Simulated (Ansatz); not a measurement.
## Ligand exchange: GaH3 + KSH → GaH2(SH) + KH

Species: GaH3 `[GaH3]`, singlet; KSH `[SH][K]`, singlet; GaH2(SH), singlet; KH, singlet. The partners trade H for SH: Ga–H and K–SH bonds give way to Ga–SH and K–H.

Shapes, held fixed at every level: PBE0-D4/def2-TZVP. Programs: Ansatz 0.2.0. The zero-point and thermal change to 298 K, harmonic and unscaled (PBE0-D4/def2-TZVP), is -3.5 kJ/mol.

| level | kind | ΔH(298 K) (kJ/mol) | less CCSD(T)/def2-TZVPP |
| --- | --- | --- | --- |
| HF/def2-SVP | Hartree–Fock | +81.0 | +9.0 |
| HF/def2-TZVPP | Hartree–Fock | +83.5 | +11.5 |
| PBE-D4/def2-TZVPP | GGA | +57.4 | -14.6 |
| r2SCAN-D4/def2-TZVPP | meta-GGA | +69.7 | -2.3 |
| PBE0-D4/def2-TZVPP | global hybrid | +66.0 | -6.0 |
| wB97X-V/def2-TZVPP | range-separated hybrid | +73.7 | +1.7 |
| CCSD/def2-SVP | coupled cluster or CI | +62.1 | -9.9 |
| CCSD(T)/def2-TZVPP | coupled cluster or CI | +72.0 | 0.0 |

The highest level, CCSD(T)/def2-TZVPP, gives ΔH(298 K) = +72.0 kJ/mol; the levels span +57.4 to +83.5. The column of differences is taken from that level and isn't an error. No measured value is set beside it here. Relativity is left out for Ga. Outer-core shells of Ga, K are correlated in most correlated rows, in sets that cover them unevenly.

The exchange is clearly endothermic at every level, so as isolated molecules the pair GaH3 and KSH is favoured in enthalpy, and hydride transfer from KH to GaH2(SH) is the downhill direction. The main reason is probably on the potassium side. Both K–SH and K–H are strongly polar, but SH binds an extra electron far more firmly than H does, so giving up K–SH for K–H costs much of the ionic stabilisation. Gallium is less electropositive and binds both ligands more covalently, and any gain from forming Ga–SH evidently falls short of that cost.

The sign is secure across the methods, the magnitude less so: PBE-D4 gives the smallest endothermicity and Hartree–Fock the largest, which suggests that the balance of exchange and correlation between the ionic and covalent bonds matters. The lower CCSD value can't be assigned to missing triples alone, since the basis changes too. The result doesn't extend to condensed phases, where lattice formation by the potassium salts or hydridogallate formation could shift the balance.
